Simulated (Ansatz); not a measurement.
# Tension, energy and ballistic conductance of a straight, evenly spaced carbon chain at 0.88 to 1.30 times its relaxed period (PBE)

The calculation gives the tension, energy and ballistic conductance of an infinite straight carbon chain held at nine fixed periods. The design target is a load-bearing atomic wire whose electrical signal does not change when it is pulled. Three constraints are chosen in round numbers: a tension of at least 8 nN, a stored energy of at most 1 eV per atom, and a resistance within 5 % of that of the unloaded chain. Among the periods that pass, the one with the least stored energy is preferred. Energy and resistance are measured against the chain at its relaxed PBE period, where the bond is 1.283 Å; positive tension means that the chain pulls inwards. The candidates are states of one chain, so the choice is one of working point, not of material.

## Calculations

A free-standing chain of C with two atoms a cell, set up as a wide planar zigzag but straight at every period listed. Its period was relaxed at each level, then set to fixed multiples of the relaxed value, with the two atoms evenly spaced on one straight line at each period, where symmetry keeps them. Plane-wave density functional theory with Ansatz 0.2.0, PAW datasets, scalar-relativistic unless a column says otherwise. The chain runs along z in a box of 9 x 7.5 angstrom across, with one k point across; along the chain the number of k points times the cell length is 80 to 82 angstrom. Fermi-Dirac occupations of width 0.05 eV. Wave cutoff 420 eV (PBE). Collinear spin, each period started afresh from the same moments. Channels by layer matching. Energies are values extrapolated to zero smearing; small differences can differ up to twofold from those of the free energies. The same in all rows: angle between the two bonds at an atom (180 is straight): 180 degree.

Notes on method and selection:

- Every run starts from one magnetic guess, so a lower magnetic state may exist.
- Free-standing monatomic chains are model structures; they are stationary only within the symmetry and cell that were kept, and some have two minima in the period.
- The conductance is the ballistic Landauer value of the perfect chain, averaged with the Fermi function at 300 K, both spins; it is a whole or half number of G0 unless a band edge lies within about 0.1 eV of the Fermi level, where it follows the smearing and the mesh.
- A uniformly stretched chain past the largest tension is unstable to breaking at one bond.
- Runs whose transmission exceeds the number of channels of the lead are not listed.
- Runs that did not converge, have known faults or may not be shown are not listed, and runs on Ansatz's PAW sets soft_1 and soft_2 are kept to separate tables.

Columns:

- stretch ratio: period over the relaxed period at the same level.
- bond (Å): distance between neighbouring atoms along the chain.
- energy (eV/atom): energy per atom over that at the relaxed period, same level and start.
- tension (nN): tension along the chain from the stress times the box cross-section, positive when the chain pulls inwards.
- conductance (G₀): ballistic conductance of the perfect chain at 300 K, both spins, G0 = 2e^2/h.

## The series

| member | stretch ratio | bond (Å) | energy (eV/atom) | tension (nN) | conductance (G₀) | remark |
| --- | --- | --- | --- | --- | --- | --- |
| ratio 0.88 | 0.88 | 1.129 | 1.206 | −28.94 | 2.00 |  |
| ratio 0.92 | 0.92 | 1.180 | 0.485 | −16.67 | 1.99 |  |
| ratio 0.96 | 0.96 | 1.231 | 0.101 | −7.18 | 2.00 |  |
| ratio 1 | 1.00 | 1.283 | 0.000 | 0.00 | 2.00 |  |
| ratio 1.04 | 1.04 | 1.334 | 0.092 | 5.43 | 2.00 |  |
| ratio 1.08 | 1.08 | 1.385 | 0.326 | 9.48 | 2.00 |  |
| ratio 1.13 | 1.13 | 1.449 | 0.787 | 12.91 | 2.00 |  |
| ratio 1.2 | 1.20 | 1.539 | 1.596 | 15.59 | 2.00 | the state changes abruptly beside this step |
| ratio 1.3 | 1.30 | 1.667 | 2.804 | 11.92 | 3.00 | the state changes abruptly beside this step |

## What drives the series

Tension rises from row to row between ratios 0.88 and 1.20, but ever more slowly. Its slope is (28.94 − 16.67) / 0.04 = 307 nN per unit of stretch ratio between the two most compressed rows, 5.43 / 0.04 = 136 nN just above the relaxed period, and (15.59 − 12.91) / 0.07 = 38 nN between ratios 1.13 and 1.20. At 1.30 the tension is lower again, 11.92 nN.

This is the usual shape of a bond's force curve. Compression brings in the steep repulsion between the ion cores and raises the kinetic energy of the electrons squeezed between them, while stretching reduces the orbital overlap that holds the atoms together. The energy shows the same asymmetry: 8 % of compression costs 0.485 eV per atom and 8 % of stretch 0.326 eV, a ratio of 0.485 / 0.326 = 1.49.

The conductance behaves quite differently. It stays at 2 G₀, within 0.01, in the eight rows up to 1.20, while the tension changes by more than 40 nN. Each carbon atom brings four valence electrons. Two fill a σ band, and two half fill a pair of π bands, built from the p orbitals that point across the chain. Each π band gives one channel per spin, hence 2 G₀ in total. Stretching narrows these bands and slows their electrons, but a perfect chain's ballistic conductance counts the bands at the Fermi level and not their width.

At 1.30 a third channel has opened in both spins. Since π bands come in pairs, a single extra band points to σ character. The likely candidate is the upper σ band, which is empty at short bonds and comes down as the σ splitting shrinks; it then takes electrons from the π bands.

## Exceptions

The row at 1.30 leaves the trend in tension and conductance together. It belongs to a different electronic state, with a small magnetic moment, and lies beyond the largest listed tension, where a uniform chain is unstable to breaking at one bond. It describes a constrained state, not a usable wire.

A smaller irregularity is numerical. The slope of the energy per atom against the bond length should equal the tension, with 1 eV/Å = 1.602 nN. Between 1.04 and 1.08 it is (0.326 − 0.092) / (0.04 × 1.283) × 1.602 = 7.3 nN, below the mean tension of (5.43 + 9.48) / 2 = 7.5 nN; between 1.08 and 1.13 it is (0.787 − 0.326) / (0.05 × 1.283) × 1.602 = 11.5 nN, above the mean of (9.48 + 12.91) / 2 = 11.2 nN. The energy at 1.08 is therefore too low by roughly 0.01 eV per atom. The k-point rule gives odd meshes, 29 and 33 points, only at 1.08 and 0.96. These miss the zone edge where the π bands meet, which lowers the energy relative to even meshes. The row at 0.96 shows a similar deficit.

## Choosing a member

The load requirement removes five rows: the three compressed ones push outwards, the relaxed one carries nothing, and ratio 1.04 reaches only 5.43 nN. Of the remaining four, 1.20 and 1.30 store 1.596 and 2.804 eV per atom and exceed the energy limit. Ratios 1.08 and 1.13 are left.

Resistance follows from R = 1/(g G₀), where g is the tabulated conductance and 1/G₀ = 12.906 kΩ. For both survivors, as for the relaxed chain, R = 12.906 / 2.00 = 6.45 kΩ, so the signal is unchanged. At 1.30 it would be 12.906 / 3.00 = 4.30 kΩ, a drop of one third, which fails the third constraint as well.

For a 20-atom length within a long chain, the working points compare as follows:

- Ratio 1.08: extension 20 × (1.385 − 1.283) = 2.04 Å, stored energy 20 × 0.326 = 6.5 eV.
- Ratio 1.13: extension 20 × (1.449 − 1.283) = 3.32 Å, stored energy 20 × 0.787 = 15.7 eV.

The pick is ratio 1.08, with 1.13 as runner-up. The pick also keeps more reserve below the largest listed tension, 15.59 / 9.48 = 1.64 against 15.59 / 12.91 = 1.21.

An error of roughly 10 % is a reasonable allowance for PBE forces in a stretched carbon bond. Lowering the tension of 9.48 nN by that much leaves roughly 8.5 nN, still above the limit; the pick fails on load only if the PBE tension exceeds the true one by a factor of more than 9.48 / 8 = 1.19. The mesh error of 0.01 eV per atom is negligible beside the energy margin.

A load requirement above 9.48 nN and up to 12.91 nN would hand the choice to 1.13. Unequal bond lengths would disqualify both, because they attack the conductance on which the brief depends.

## Closing remarks

For the straight, evenly spaced chain, stretching up to ratio 1.20 changes the force greatly and the number of channels not at all. Two effects excluded by symmetry are as large as the trends found here, or larger. A real long carbon chain under tension alternates short and long bonds, which opens a gap of roughly one to a few eV and takes the ballistic conductance from 2 G₀ to nearly zero; the table's whole spread is only 1 G₀. The brief is therefore met by the model chain, not by a free carbon wire. Under compression a long free chain buckles sideways, which would relieve nearly all of the listed push, up to 28.94 nN.
